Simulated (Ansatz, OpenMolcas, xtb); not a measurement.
## How methods differ on GeSiH4O2 (SMILES [OH][Ge][O][SiH3])

GeSiH4O2 has 8 atoms, charge 0, and is taken as a singlet. SMILES: `[OH][Ge][O][SiH3]`. The shape is that of a PBE0-D4/def2-TZVP optimisation. This is one conformer, not always the lowest.

Quantity: the HOMO–LUMO gap, in eV. The values are calculated.

| level | kind | program | value (eV) | CPU time |
| --- | --- | --- | --- | --- |
| GFN0-xTB | semi-empirical | xtb | 3.64 | under 2 s |
| HF/def2-SVP | Hartree–Fock | OpenMolcas | 11.80 | 10 s |
| SVWN5/def2-SVP | LDA | Ansatz | 4.02 | 5 s |
| BLYP/def2-SVP | GGA | Ansatz | 4.05 | 7.8 s |
| PBE/def2-SVP | GGA | OpenMolcas | 4.05 | 27 s |
| M06-L/def2-SVP | meta-GGA | OpenMolcas | 4.44 | 36 s |
| BHLYP/def2-SVP | global hybrid | Ansatz | 8.00 | 11 s |
| wB97M-V/def2-SVP | range-separated hybrid | Ansatz | 10.29 | 96 s |
| wB97X/def2-SVP | range-separated hybrid | Ansatz | 10.45 | 35 s |
| PBE-QIDH/def2-SVP | double hybrid | Ansatz | 9.52 | 14 s |

All-electron rows without a relativistic Hamiltonian named are non-relativistic. The values span 3.64 to 11.80 eV. Orbital gaps aren't excitation energies, and those of double hybrids come from the SCF part alone; they tend to grow with the share of exact exchange. CPU times are rough (shared hosts, several kinds of processor and program).

The divalent germanium centre makes this molecule a germylene. Its HOMO is probably the germanium lone pair, rich in 4s character, and its LUMO the formally empty 4p orbital, pushed up by π donation from the two oxygen neighbours. The local and gradient-corrected functionals agree closely, at 4.02 to 4.05 eV, and M06-L opens the gap only slightly, to 4.44 eV. The large step comes with non-local exchange: in Hartree–Fock an empty orbital feels the repulsion of all the electrons, whereas an occupied one is freed from its own, so the two levels move apart.

The exchange fraction alone doesn't set the order. Both range-separated hybrids lie above PBE-QIDH, although they carry less exact exchange at short range, which points to the full exchange they have at long range. Their gaps are therefore better read as estimates of ionisation energy minus electron affinity than the semilocal ones. The spread says nothing about the singlet–triplet separation.
